# Relativistic Kronig–Penney comb for the one-dimensional Dirac equation: solution key

## Part (a). Premises and conventions

**P1. Two-band Hamiltonian.** Near one L point of a lead-salt crystal the lowest conduction and highest valence doublets are described by the two-band part of the Dimmock Hamiltonian,

$$H_4=V+M\,\tau_z+\hbar\,\tau_x\,(v_\perp k_1 s_1+v_\perp k_2 s_2+v_\parallel k_3 s_3).$$

Here $\tau$ acts on the band index, $s$ on the Kramers index, axis 3 is the valley axis, $M$ is half the signed gap (negative for inverted band order) and $V$ is the midgap energy. Far-band terms of order $k^2$ are dropped.

**P2. Layered structure.** $M$ and $V$ depend only on the growth coordinate $x$, with period $a$. The velocities are the same in all layers, and different valleys are not coupled.

**P3. Normal incidence.** The in-plane wave vector, measured from the valley centre, is zero.

**Reduction to one dimension.** Let the growth axis make the angle $\theta$ with the valley axis and lie in the 1–3 plane. By P3, $k_1=k_x\sin\theta$, $k_2=0$, $k_3=k_x\cos\theta$ with $k_x=-i\,\partial_x$. The spin matrix $v_\perp\sin\theta\,s_1+v_\parallel\cos\theta\,s_3$ is constant, and since $s_1$ and $s_3$ anticommute its square is $c^2$ with

$$c^2=v_\perp^2\sin^2\theta+v_\parallel^2\cos^2\theta .$$

Its eigenvalues are $\pm c$, so $H_4$ splits into two $2\times2$ blocks. Conjugation with $\tau_z$ maps one block onto the other, so both have the same spectrum. Renaming $\tau\to\sigma$ and writing $M=\Delta+S(x)$ with $\Delta=mc^2$ the half-gap of the host, one block is

$$\left[-i\hbar c\,\sigma_x\partial_x+(\Delta+S(x))\,\sigma_z+V(x)\right]\psi=E\,\psi .$$

This is the one-dimensional Dirac equation; $c$ is a band velocity, $V$ an electrostatic potential and $S$ a scalar (mass) potential. $E$ is counted from the host midgap. Energies are in meV and lengths in nm. Abbreviations:

$$\varepsilon=\frac{E}{\hbar c},\qquad \mu=\frac{\Delta}{\hbar c},\qquad p=\sqrt{\varepsilon^2-\mu^2},\quad\text{that is}\quad \hbar c\,p=\sqrt{E^2-m^2c^4}.$$

$p$ is a wave number. For $|E|<|\Delta|$ it is imaginary, $p=i\kappa$; every result below is even in $p$, and $\cos pa\to\cosh\kappa a$, $\sin(pa)/p\to\sinh(\kappa a)/\kappa$.

## Part (b). Transfer matrix of a uniform layer

Multiply the equation from the left by $i\sigma_x/\hbar c$ and use $\sigma_x^2=1$, $\sigma_x\sigma_z=-i\sigma_y$:

$$\psi'=G(x)\,\psi,\qquad G=\frac{i\,(E-V)\,\sigma_x-(\Delta+S)\,\sigma_y}{\hbar c}.$$

For bounded $V$ and $S$ the derivative $\psi'$ is bounded, so both components of $\psi$ are continuous at every interface. The cross terms in $G^2$ cancel because $\sigma_x\sigma_y+\sigma_y\sigma_x=0$:

$$G^2=-q^2\,\mathbb 1,\qquad (\hbar c\,q)^2=(E-V)^2-(\Delta+S)^2 .$$

In a uniform layer of thickness $L$, $\psi(x+L)=e^{GL}\psi(x)$. Splitting the exponential series into even and odd powers and inserting $G^2=-q^2$ gives

$$T(L)=e^{GL}=\cos(qL)\,\mathbb 1+G\,\frac{\sin(qL)}{q}.$$

Two properties carry over to any product of such matrices.

1. $\det T=e^{L\,\mathrm{tr}\,G}=1$, because $G$ is traceless.
2. For real $E$, $G^\dagger\sigma_x+\sigma_xG=0$, hence $T^\dagger\sigma_xT=\sigma_x$. This is conservation of the current $j=c\,\psi^\dagger\sigma_x\psi$.

## Part (c). Bloch condition

Let $T_a$ be the transfer matrix over one period. A Bloch state obeys $\psi(x+a)=e^{ika}\psi(x)$, so $e^{ika}$ is an eigenvalue $\lambda$ of $T_a$. With $\det T_a=1$ the characteristic equation is $\lambda^2-2D\lambda+1=0$, where $D=\tfrac12\mathrm{tr}\,T_a$. $D$ is real: property 2 gives $T_a^{-1}=\sigma_xT_a^\dagger\sigma_x$, whose trace is $(\mathrm{tr}\,T_a)^*$, while a $2\times2$ matrix of unit determinant has $\mathrm{tr}\,T_a^{-1}=\mathrm{tr}\,T_a$. The roots are $\lambda$ and $1/\lambda$ with sum $2D$, so

$$\cos ka=D(E).$$

For $|D|\le1$ both roots lie on the unit circle and $E$ is in a band. For $|D|>1$ they are real, every solution grows in one direction, and $E$ is in a gap.

## Part (d). Barriers of finite width

One period consists of host of width $a-b$, with $G_0=i\varepsilon\sigma_x-\mu\sigma_y$, and a barrier of width $b$ with constants $V_0$, $S_0$, generator $G_1$ and wave number $q$. In the product of the two matrices of Part (b) the terms linear in $G_0$ or $G_1$ are traceless. With $\tfrac12\mathrm{tr}(\sigma_i\sigma_j)=\delta_{ij}$,

$$\tfrac12\mathrm{tr}(G_1G_0)=\frac{-E(E-V_0)+\Delta(\Delta+S_0)}{(\hbar c)^2},$$

and therefore, without approximation within the model,

$$\cos ka=\cos p(a-b)\,\cos qb-\frac{E(E-V_0)-\Delta(\Delta+S_0)}{(\hbar c)^2\,p\,q}\,\sin p(a-b)\,\sin qb .$$

This is called the finite-layer relation below.

## Part (e). The delta limit

Let $b\to0$ with $g_V=V_0b$ and $g_S=S_0b$ fixed, and define $P_V=g_V/\hbar c$, $P_S=g_S/\hbar c$. Then

$$G_1b=N+G_0b,\qquad N=-iP_V\sigma_x-P_S\sigma_y .$$

**Claim.** The barrier matrix tends to $e^{N}$, for any profile in which $V$ and $S$ keep a fixed ratio.

**Proof.** Write the equation in the barrier as $\psi'=[G_0+Nf(x)]\psi$ with $f\ge0$, supported on $[0,b]$, $\int f\,dx=1$, and let $F(x)=\int_0^xf$, so $0\le F\le1$. Put $\psi=e^{NF}\chi$. Since $N$ commutes with $e^{NF}$, the singular term cancels and $\chi'=e^{-NF}G_0\,e^{NF}\chi$. The coefficient is bounded by $\|G_0\|e^{2\|N\|}$ independently of $b$, so $\chi(b)=\chi(0)+O(b)$, and $\psi(b)=e^{N}\psi(0)+O(b)$.

The spinor jumps at the delta, so the product $\delta(x)\psi(x)$ has no meaning until a limit is specified. Replacing $\psi(0)$ by the mean of its two one-sided values gives $(1-N/2)^{-1}(1+N/2)$ in place of $e^N$. That matrix equals $e^N$ with $P_V\to2\arctan(P_V/2)$ in the electrostatic case and $P_S\to2\,\mathrm{artanh}(P_S/2)$ in the scalar case ($|P_S|<2$). It agrees with $e^N$ through second order in $P$ only, and by the claim it is not the limit of narrow local barriers of strength $g$. The premise of this problem, barriers shrunk to deltas, selects $e^N$.

**Electrostatic comb** ($P_V=P$, $P_S=0$). Since $\sigma_x^2=1$, $e^N=\cos P-i\sigma_x\sin P$. With $T_a=e^{N}e^{G_0a}$ and $\tfrac12\mathrm{tr}(-i\sigma_xG_0)=\varepsilon$,

$$\boxed{\;\cos ka=\cos P\,\cos pa+\frac{E}{\hbar c\,p}\,\sin P\,\sin pa\;}$$

**Scalar comb** ($P_S=P$, $P_V=0$). Now $e^N=\cosh P-\sigma_y\sinh P$ and $\tfrac12\mathrm{tr}(-\sigma_yG_0)=\mu$, so

$$\boxed{\;\cos ka=\cosh P\,\cos pa+\frac{mc^2}{\hbar c\,p}\,\sinh P\,\sin pa\;}$$

**Mixed comb.** In general $N^2=-Q^2$ with $Q^2=P_V^2-P_S^2$, $e^N=\cos Q+N\sin Q/Q$, and

$$\cos ka=\cos Q\,\cos pa+\frac{E\,P_V+\Delta\,P_S}{\hbar c\,p}\,\frac{\sin Q}{Q}\,\sin pa .$$

For $|P_S|>|P_V|$, $Q$ is imaginary and the functions of $Q$ become hyperbolic. If gap and midgap energy both vary linearly with the local Sn fraction, their ratio is fixed and the claim covers interdiffused layers too.

## Part (f). Consequences

**Electrostatic comb.**

1. *Periodicity.* $D$ depends on $P$ through $\cos P$ and $\sin P$, so $E(k)$ has period $2\pi$ in $P$. Under $P\to P+\pi$, $D\to-D$, which shifts $k$ by $\pi/a$ and leaves the set of allowed energies unchanged. At $P=n\pi$, $e^N=(-1)^n$ and the allowed energies are those of the host.
2. *Massless case.* For $m=0$, $p=|\varepsilon|$ and $(\varepsilon/p)\sin pa=\sin\varepsilon a$, so $\cos ka=\cos(\varepsilon a-P)$. Then $|D|\le1$ for all $E$, there is no gap, and
$$E=\pm\hbar ck+\frac{g}{a}+\frac{2\pi n\hbar c}{a},\qquad n\in\mathbb Z .$$
The comb shifts the cone by its mean potential $g/a$. The reason is that for $m=0$ all generators are proportional to $\sigma_x$ and commute, so right and left movers never mix (Klein tunnelling). The same holds for any $V(x)$.
3. *Massive case.* For real $p$ write $D=A\cos(pa-\phi)$. Then
$$A^2=\cos^2P+\frac{\varepsilon^2}{p^2}\sin^2P=1+\frac{\mu^2}{p^2}\sin^2P .$$
For $\mu\sin P\ne0$, $A>1$. The phase $\phi$ is continuous and bounded for $p>0$, so $pa-\phi$ passes through all large multiples of $\pi$, with a gap at each. A gap is the interval where $|\cos(pa-\phi)|>1/A$, of half-width $\arctan\sqrt{A^2-1}$ in phase. For $|E|\gg|\Delta|$, $\phi$ becomes constant and $d|E|/d(pa)\to\hbar c/a$, so the gap width falls as $2|\Delta\sin P|/(pa)$.
4. *Symmetry.* $D(E,P)=D(-E,-P)$: a barrier for electrons is a well for holes.

**Scalar comb.**

1. *Symmetry.* $D$ is even in $E$; the spectrum is symmetric about midgap.
2. *Gaps.* Here $A^2=\cosh^2P+(\mu^2/p^2)\sinh^2P=1+(\varepsilon^2/p^2)\sinh^2P$. At high energy the gap width tends to the constant $2(\hbar c/a)\arctan|\sinh P|$. For $m=0$, $\cos ka=\cosh P\cos\varepsilon a$, and every gap, centred at $E=n\pi\hbar c/a$ and including $n=0$, has exactly this width.
3. *Midgap.* At $E=0$, $\kappa=|\mu|$ and the addition theorem gives $D(0)=\cosh(\mu a+P)\ge1$. The central gap closes only when $\Delta a+g=0$, when the mean mass vanishes. At $E=0$ and $V=0$ all generators are proportional to $\sigma_y$ and commute, so this holds exactly for layers of any width and profile.
4. *Velocity at the closing point.* Set $P=-\mu a$ and $y=\kappa a=\sqrt{\mu^2a^2-\varepsilon^2a^2}$, with $\mu>0$. Then $D=\cosh(\mu a)\cosh y-\mu a\sinh(\mu a)\sinh(y)/y$. Its derivative at $y=\mu a$ is $\sinh^2(\mu a)/(\mu a)$, and $\delta y=-\varepsilon^2a/(2\mu)$, so $D\simeq1-\tfrac12(\varepsilon a)^2\sinh^2P/P^2$. Equating this to $1-\tfrac12(ka)^2$ gives the cone $E=\pm\hbar ck\,P/\sinh P$.

**Nonrelativistic limit.** For $E-mc^2\ll mc^2$ and $|P|\ll1$, both prefactors tend to $mc^2P/(\hbar cp)=mg/(\hbar^2p)$ and both first terms to $\cos pa$. Both combs reduce to the ordinary Kronig–Penney relation $\cos ka=\cos pa+(mg/\hbar^2p)\sin pa$. Near $E=-mc^2$ the electrostatic prefactor changes sign and the scalar one does not.

## Part (g). Range of validity

**Finite width.** Differentiate $D(b)=\tfrac12\mathrm{tr}\,[e^{G_0(a-b)}e^{N+G_0b}]$ at $b=0$, with $a$ and $N$ fixed:

$$\frac{dD}{db}=\tfrac12\mathrm{tr}\Big[e^{G_0a}\Big(\int_0^1e^{sN}G_0\,e^{(1-s)N}ds-G_0e^{N}\Big)\Big].$$

The part of $G_0$ that commutes with $N$ cancels. For the scalar comb the remaining part is $i\varepsilon\sigma_x$, which anticommutes with $N=-P\sigma_y$. The integral is then $i\varepsilon\sigma_x\int_0^1e^{(1-2s)N}ds=i\varepsilon\sigma_x\sinh P/P$. The subtracted term is $i\varepsilon\sigma_x\cosh P$ plus a multiple of $\sigma_z$, which has zero trace against $e^{G_0a}$. With $\tfrac12\mathrm{tr}(e^{G_0a}\sigma_x)=i\varepsilon\sin(pa)/p$, and by the same steps with $-\mu\sigma_y$ for the electrostatic comb,

$$\delta D_S=\varepsilon^2b\Big(\cosh P-\frac{\sinh P}{P}\Big)\frac{\sin pa}{p},\qquad
\delta D_V=\mu^2b\Big(\frac{\sin P}{P}-\cos P\Big)\frac{\sin pa}{p}.$$

Both brackets start as $P^2/3$. For $|P|$ of order one, the scalar comb needs $b\ll\hbar c/|E|$ and the electrostatic comb needs $b\ll\hbar c/|\Delta|$, each together with $b\ll a$. The scalar bracket grows exponentially at large $|P|$.

**Far bands.** The dropped terms have the size $\hbar^2k^2/2m_f$, with $m_f$ a far-band mass along $x$. They equal $\hbar ck$ at $k=1/\ell$, $\ell=\hbar^2/(2m_f\hbar c)$. Inside a barrier the spinor varies at the rate $|P|/b$, so the two-band description requires $\ell|P|/b\ll1$. The physical window is $\ell|P|\ll b\ll\hbar c/|E|$ (or $\hbar c/|\Delta|$); the mathematical limit $b\to0$ lies outside it. In the host the far-band kinetic energy relative to the two-band one near the band edge is $m/m_f$.

**Other limits.** An in-plane wave vector with component $k_t$ in the 1–3 plane and $k_2$ along axis 2 adds $\hbar\tau_x[k_t(v_\perp\cos\theta\,s_1-v_\parallel\sin\theta\,s_3)+v_\perp k_2s_2]$. The part of this matrix parallel to the kinetic matrix only shifts $k_x$, by $k_t(v_\perp^2-v_\parallel^2)\sin\theta\cos\theta/c^2$. The remainder anticommutes with the kinetic matrix and has the square $\hbar^2(k_t^2v_\perp^2v_\parallel^2/c^2+v_\perp^2k_2^2)$; through it an electrostatic comb backscatters even for $m=0$. The barrier must span several lattice planes for the envelope description, and intervalley coupling, strain, free-carrier band bending and disorder enter at most through the values of $V_0$ and $S_0$.

## Part (h). Numerical illustration: PbTe with thin Pb$_{1-x}$Sn$_x$Te layers

**Given inputs** (typical or approximate low-temperature values): PbTe gap 190 meV, so $\Delta=95$ meV; inverted alloy layer with $x$ near 0.6 and gap $-130$ meV, so its half-gap is $-65$ meV and $S_0=-160$ meV; $\hbar v_\parallel=0.14$ eV nm, $\hbar v_\perp=0.48$ eV nm; $m_f=0.08\,m_0$. Chosen geometry: growth along [111], $a=10$ nm, $b=2$ nm. The midgap offset is first set to zero.

**Velocity.** The three oblique valleys have $\cos\theta=1/3$, so $\hbar c=\sqrt{0.14^2/9+8\cdot0.48^2/9}$ eV nm $=0.455$ eV nm. The value 455 meV nm is used below, and $\hbar c/a=45.5$ meV.

**Comb parameters.** $g=S_0b=-320$ meV nm, $P=-0.7033$, $\mu a=2.088$, $\cosh P=1.2577$, $\sinh P=-0.7627$, $\mu a\sinh P=-1.5925$. The scalar relation reads

$$\cos ka=1.2577\cos pa-1.5925\,\frac{\sin pa}{pa}.$$

**Midgap.** $\mu a+P=1.385$ and $D(0)=2.122$, a gap. The mean mass is $\Delta+g/a=63$ meV, and the midgap decay length is $\hbar c/(63\ \text{meV})=7.2$ nm.

**First conduction miniband.** The lower edge ($k=0$, $D=1$) lies inside the PbTe gap, at $\kappa a=1.662$; the upper edge ($k=\pi/a$, $D=-1$) has $pa=1.548$. The energy follows from $E=(\hbar c/a)\sqrt{(\mu a)^2+(pa)^2}$. The decimals in the table serve to compare two versions of the same model.

| edge | delta comb (meV) | finite-layer relation (meV) | difference (meV) |
|---|---|---|---|
| $k=0$ | 57.5 | 59.6 | 2.1 |
| $k=\pi/a$ | 118.3 | 125.1 | 6.8 |

The valence miniband is the mirror image. The delta comb gives a superlattice gap of 115 meV, below the 126 meV of a uniform crystal with the mean mass, and a miniband width of 61 meV against 65 meV for finite layers.

**First-order width correction.** The bracket is $\cosh P-\sinh P/P=0.173$. At the lower edge $\delta D_S=0.0845$ and $dD/dE=-0.0341$ meV$^{-1}$, so the edge moves up by 2.5 meV to first order in $b$; the full shift in the table is 2.1 meV. The length $\hbar c/|E|$ is 7.9 nm at this edge, about four times $b$.

**Midgap offset.** The offset is poorly known, so take the trial value $V_0=+50$ meV, $P_V=0.220$, $|Q|=0.668$ (imaginary $Q$). The mixed relation puts the $k=0$ edges at $+70.4$ and $-43.5$ meV. The gap is 114 meV, nearly unchanged, and its centre moves up by 13 meV, more than the mean potential $V_0b/a=10$ meV because the edge states have extra weight at the thin layers.

**Gap closing.** With $V_0=0$ and $g$ fixed the gap closes at $a=|g|/\Delta=3.4$ nm, independently of $c$, and the delta comb gives a cone of velocity $cP/\sinh P=0.92\,c$. There $b/a$ is not small: the closing condition remains exact within the two-band model, and the velocity is only indicative.

**Sizes of the neglected terms.**

- Far bands: the two-band mass is $m=\hbar^2\Delta/(\hbar c)^2=0.035\,m_0$, so $m/m_f=0.44$. The scale $\hbar^2\kappa^2/2m_f$ at the lower edge, with $\kappa=0.166$ nm$^{-1}$, is 13 meV, and $\hbar^2(\pi/a)^2/2m_f=47$ meV at the zone boundary. Further, $\ell=1.0$ nm and $\ell|P|/b=0.37$. These terms exceed the finite-width corrections, and at the zone boundary they rival the miniband width.
- Strain: a mismatch of about 1% and a deformation potential of about 3 eV (typical values) shift $S_0$ by about 30 meV. Implicit differentiation of $D=1$ gives $dE/dS_0=0.25$ at the lower edge, hence 7 meV.
- Periodicity in $P$: reaching $P_V=\pi$ with $b=2$ nm needs $V_0=\pi\hbar c/b=0.71$ eV, where $\ell P/b=1.6$. The periodicity is a property of the Dirac comb that this material system cannot display at such widths.
- Longitudinal valley: with $\hbar c=140$ meV nm, $P=-2.29$ and the bracket is 2.8; the finite-layer relation has to be used.

**Answer.** For the oblique valleys the model lowers the gap from 190 meV to about 0.12 eV, with an uncertainty of a few tens of meV from far bands and strain, and gives a first miniband several tens of meV wide. Replacing the 2 nm layers by deltas moves the two edges by 2.1 and 6.8 meV, less than the far-band terms that both versions omit.